Reading a chain spectrum out of three heat capacities: the Tarasov model for polyethylene

The data

The table gives the skeletal heat capacity of fully crystalline polyethylene at constant volume, per CH₂ unit, with the high-frequency group vibrations already subtracted. The values were made for the exercise and rounded to three figures. Assign each an independent standard uncertainty of 1 %. With kB = 86.17 μeV/K:

T (K)    C (μeV/K)    c = C/kB
5        0.126        c₁ = 1.462×10⁻³
40       33.1         c₂ = 0.3841
150      129          c₃ = 1.497

Wanted: the number N of skeletal modes per CH₂ and two characteristic temperatures. Intermediate values below are carried unrounded.

The model

Measure a mode's energy as a temperature, θ = ħω/kB. A harmonic mode contributes kB·E(θ/T), with E(t) = t²eᵗ/(eᵗ − 1)². With a density of states g(θ) normalised to one, c = N ∫ g(θ) E(θ/T) dθ.

An isolated chain (d = 1) or layer (d = 2) with linear dispersion has g = dθ^(d−1)/θ_d^d up to θ_d. Weak coupling between the chains or layers makes the softest modes three-dimensional.

Predict: if the modes below θ₃ are rearranged into a θ² law, what fixes its prefactor?

The mode count does. The fraction below θ₃ is (θ₃/θ_d)^d and must be kept, so g = (θ₃/θ_d)^d · 3θ²/θ₃³ there. For a chain, g then falls from 3/θ₁ to 1/θ₁ at θ₃; the join is not continuous. Define

J_n(x) = ∫₀ˣ t^(n−2) E(t) dt,  D_d(x) = d·J_(d+1)(x)/x^d,

so that D_d → 1 at high temperature. Take the full d-dimensional spectrum, remove its part below θ₃ and put back a Debye part of equal weight:

c/N = D_d(θ_d/T) − (θ₃/θ_d)^d [D_d(θ₃/T) − D₃(θ₃/T)].

The limits needed are J₂(∞) = π²/3 = 3.290 and 3J₄(∞) = 4π⁴/5 ≡ K = 77.93.

Step 1: the 5 K point

Predict: which combination of N, θ₁ and θ₃ can this point reveal?

For T ≪ θ₃ the two D_d terms together count only modes above θ₃, which are frozen. What remains is (θ₃/θ_d)^d · K T³/θ₃³, a Debye law c = N K (T/θ_eff)³ with θ_eff³ = θ₁θ₃² for chains and θ₂²θ₃ for layers. This θ_eff is normalised to N modes, not to three per atom. Hence

A ≡ N/(θ₁θ₃²) = c₁/(K·5³ K³) = 1.501×10⁻⁷ K⁻³.

One number, three unknowns. Further points in the T³ range would only repeat it.

Step 2: the 40 K point

For a chain, with x = θ₃/T and a ≡ N/θ₁, the model reads

c = aT [J₂(θ₁/T) − J₂(x) + 3J₄(x)/x²].

Predict: suppose 40 K ≪ θ₁. How many parameters are left?

Two. J₂(θ₁/T) becomes π²/3, and N and θ₁ enter only through a, the number of modes per kelvin of flat spectrum. Data at T ≪ θ₁ cannot tell few modes in a narrow band from many modes in a wide one. Since A = a/θ₃², dividing c/T³ at 40 K by its value K·A at 5 K removes a:

G(x) = {x²[π²/3 − J₂(x)] + 3J₄(x)}/K = (33.1/0.126)/512 = 0.5131,

where 512 = (40/5)³.

Predict: can two values of θ₃ give this ratio?

Differentiate, using J₂′ = E and J₄′ = x²E:

K·G′(x) = 2x[π²/3 − J₂(x)] + 2x²E(x) > 0.

G rises steadily from 0 to 1, so any ratio in that interval has exactly one root. Numerically G(4) = 0.5124 and G′(4) = 0.1745, and one Newton step gives x = 4.004. Therefore

θ₃ = 160.2 K,  a = Aθ₃² = 3.85×10⁻³ K⁻¹.

Look back at step 1: at 5 K, x = 32 and 1 − G = 4×10⁻¹⁰, so within the model the cubic law was safe.

Step 3: the 150 K point

Predict: why must the last point be warm?

Only when the top of the band is thermally active does J₂(θ₁/T) depart from π²/3 and show where the spectrum ends. With y = θ₁/150 K and x′ = θ₃/150 K = 1.068,

J₂(y) = c₃/(a·150 K) + h(x′),  h(x) = J₂(x) − 3J₄(x)/x².

From E ≈ 1 − t²/12 the leading term of h is x³(1/20 − 1/36) = x³/45, here 0.027; the full integrals give 0.0258. So J₂(y) = 2.5917 + 0.0258 = 2.6175. J₂ increases monotonically towards 3.290, so the root exists and is unique: y = 3.46, and

θ₁ = 519 K,  N = aθ₁ = 2.00.

Now test the assumption of step 2. The dropped piece, π²/3 − J₂(θ₁/40 K), is 2×10⁻⁴ of the bracket, far below 1 %. The model's band edges are kBθ₃ = 13.8 meV and kBθ₁ = 44.7 meV, a fraction θ₃/θ₁ = 0.31 of the modes is three-dimensional, and θ_eff = 237 K.

How errors carry through

Let δ₁, δ₂, δ₃ be the relative errors of the data.

Predict: a calibration error scales all three values by the same factor. Which parameters move?

Only N, since c is proportional to it. The coefficients for θ₃ and for θ₁ must therefore each sum to zero, and those for N to one. Use this as a check on what follows.

The logarithmic slope at the root is s = xG′/G = 1.36, so

δlnθ₃ = 0.73(δ₂ − δ₁),
δln a = δ₁ + 2δlnθ₃ = −0.47δ₁ + 1.47δ₂.

For θ₁, differentiate the equation of step 3:

yE(y)·δlnθ₁ = 2.5917(δ₃ − δln a) + x′h′(x′)·δlnθ₃,

with yE(y) = 1.387 and x′h′ = 2x′[D₃(x′) − E(x′)] = 0.075. This gives

δlnθ₁ = 0.84δ₁ − 2.71δ₂ + 1.87δ₃,
δlnN = δln a + δlnθ₁ = 0.37δ₁ − 1.24δ₂ + 1.87δ₃.

Both sum rules hold. Adding 1 % errors in quadrature gives 1.0 % for θ₃, 3.4 % for θ₁ and 2.3 % for N:

θ₃ = 160 ± 2 K,  θ₁ = 519 ± 18 K,  N = 2.00 ± 0.05.

The uncertainties of θ₁ and N are strongly correlated, because δ₂ and δ₃ push both the same way. What amplifies the errors is the ratio 2.5917/yE(y) = 1.87, close to J₂(y)/yE(y) = 1.89, the inverse logarithmic slope of J₂. It multiplies δ₃ − δln a, and δln a already carries 1.47δ₂. At large y, J₂ saturates while E falls exponentially, so this factor grows and a colder third point would lose θ₁ quickly.

Predict: you accept N = 2 as a mode count. What do you gain?

Then θ₁ = 2/a = 519 K follows from the two cold points alone, with an uncertainty of 1.5 % or 8 K, and the 150 K point is freed to test the model. With N free, three data fix three parameters exactly and test nothing.

Systematic effects can exceed these bars. Take one group mode at 0.09 eV, typical of the low end of the CH₂ rocking band. It adds 3×10⁻⁹ kB at 40 K but 0.046 kB at 150 K, which is 3.1 % of c₃. Left unsubtracted, it would raise both θ₁ and N by about 1.87 × 3.1 % ≈ 6 %. An amorphous fraction typically adds excess heat capacity at a few kelvin; a positive δ₁ alone lowers the inferred θ₃ by 0.73δ₁.

What has and has not been learned

The table was generated from N = 2, θ₁ = 520 K and θ₃ = 160 K; the small offsets of the inferred values come from rounding the data. Those inputs were chosen to reproduce typical Tarasov fits for crystalline polyethylene, in which the C–C stretch is customarily counted with the group vibrations, leaving two skeletal modes per CH₂. Recovering them checks the inversion and says nothing new about the material: the numbers are the model's. Uniqueness also holds only within the model. A real chain has bending branches whose dispersion is curved rather than linear, so its spectrum is not flat, and a different g(θ) could pass through the same three points. Read θ₁ and θ₃ as compact descriptors of the spectrum rather than as sharp edges.

Carry it over to a layer crystal

Predict: what changes for the acoustic modes of a layered channel material such as MoS₂?

Set d = 2. For T ≪ θ₂ the surviving scale factor is b = N/θ₂², the cubic coefficient is A = b/θ₃, and

K·G₂(x) = 2x[J₃(∞) − J₃(x)] + 3J₄(x),
K·G₂′(x) = 2[J₃(∞) − J₃(x)] + x²E(x) > 0,

so θ₃ is again unique. Now δln b = δ₁ + δlnθ₃, and at fixed N δlnθ₂ = −½ δln b. The caution about curved dispersion applies to the flexural branch of a layer as well.